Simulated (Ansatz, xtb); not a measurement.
Relative energy of two isomers of BClFH2NO

Structure X is `NOB(F)Cl`, a singlet and structure Y is `F[B@-]1(Cl)[NH2+]O1`, a singlet. Both are isolated molecules in the gas phase, relaxed with r2SCAN-D4/def2-SVP; the shapes shown needn't be the lowest conformers.

X (Å):

```xyz
7

B    -0.9181   -1.8218   -2.4598
Cl   -2.3734   -1.5739   -1.5109
F    -0.9171   -2.7414   -3.4110
N     0.2821   -0.1299   -1.2818
O     0.2406   -1.1392   -2.3060
H     0.5971    0.6953   -1.8017
H     1.1057   -0.4055   -0.7376
```

Y (Å):

```tsv
atom	x (Å)	y (Å)	z (Å)
B	0.0795	1.9566	1.5287
Cl	0.9094	1.5061	-0.0047
F	-0.0597	3.2692	1.7834
N	-1.1948	1.0428	1.9093
O	0.0691	1.0275	2.6148
H	-1.9441	1.3588	2.5300
H	-1.3768	0.1347	1.4751
```

Quicker runs give these differences E(Y) − E(X): GFN2-xTB +9.9 kcal/mol; HF/STO-3G +2.9 kcal/mol (at GFN2-xTB geometries); r2SCAN-D4/def2-SVP//GFN2-xTB +2.3 kcal/mol.

Problem. Estimate E(Y) − E(X) at the level CCSD(T)/def2-SVP + ΔMP2/def2-TZVPP.

Solution. Calculated at CCSD(T)/def2-SVP + ΔMP2/def2-TZVPP: E(Y) − E(X) = +4.7 kcal/mol, so structure X lies lower.

How the difference moves with the method:

| level | geometry | E(Y) − E(X) (kcal/mol) | departure from the last row (kcal/mol) | job, with rough time for the two |
| --- | --- | --- | --- | --- |
| GFN2-xTB | GFN2-xTB | +9.9 | +5.3 | optimisation, 0.14 s |
| HF/STO-3G | GFN2-xTB | +2.9 | −1.7 | single point, 0.26 s |
| r2SCAN-D4/def2-SVP//GFN2-xTB | GFN2-xTB | +2.3 | −2.4 | single point, 1.9 s |
| r2SCAN-D4/def2-SVP | r2SCAN-D4/def2-SVP | +3.1 | −1.6 | optimisation, 96 s |
| HF/def2-SVP | r2SCAN-D4/def2-SVP | +8.7 | +4.0 | part of the CCSD(T) run |
| MP2/def2-SVP | r2SCAN-D4/def2-SVP | +3.5 | −1.2 | part of the CCSD(T) run |
| CCSD(T)/def2-SVP | r2SCAN-D4/def2-SVP | +4.8 | +0.1 | single point |
| CCSD(T)/def2-SVP + ΔMP2/def2-TZVPP | r2SCAN-D4/def2-SVP | +4.7 |  | single point, 14 s |

As drawn, Y has 1 B–N more. Structure X has no ring, Y a 3-membered ring.

None of the levels shown reverses the order. The largest departure from CCSD(T)/def2-SVP + ΔMP2/def2-TZVPP is that of GFN2-xTB, 5.3 kcal/mol. The last row adds to CCSD(T) the change of the MP2 difference between the two basis sets, here −0.1 kcal/mol.

With harmonic frequencies from r2SCAN-D4/def2-SVP (ideal gas, rigid rotor, one conformer each, 298.15 K, 1 atm): on the last row, ΔE + ΔZPE = +4.7 kcal/mol. A mode under 50 cm⁻¹ makes harmonic enthalpies and free energies unreliable, so none is given.

The correlated steps freeze 9 core orbitals. Mirror images aren't counted in ΔG. Run with Ansatz 0.2.0, xtb 6.7.1; the last row on 1 thread of Intel(R) Xeon(R) 6975P-C (Granite Rapids) on a shared host.

The two isomers differ by an internal donor–acceptor bond: in Y the nitrogen lone pair of the aminoxy group closes onto boron's formally empty p orbital. The new B–N bond doesn't quite pay for itself. Closing the ring strains the angles at boron, nitrogen and oxygen, and turning trigonal boron tetrahedral gives up much of the π donation from oxygen and fluorine that stabilises X. These opposing terms nearly cancel, which leaves a preference of only +4.7 kcal/mol for the open form.

Electron correlation favours the ring, lowering the difference from +8.7 at HF/def2-SVp to +4.8 kcal/mol with CCSD(T), probably because the closed form has an extra electron pair shared in a compact framework. The closeness of HF/STO-3G to the final value is therefore fortuitous, since Hartree–Fock in the larger basis moves away from it. The energies support a modest gas-phase preference for X, but say nothing about how readily the ring opens.
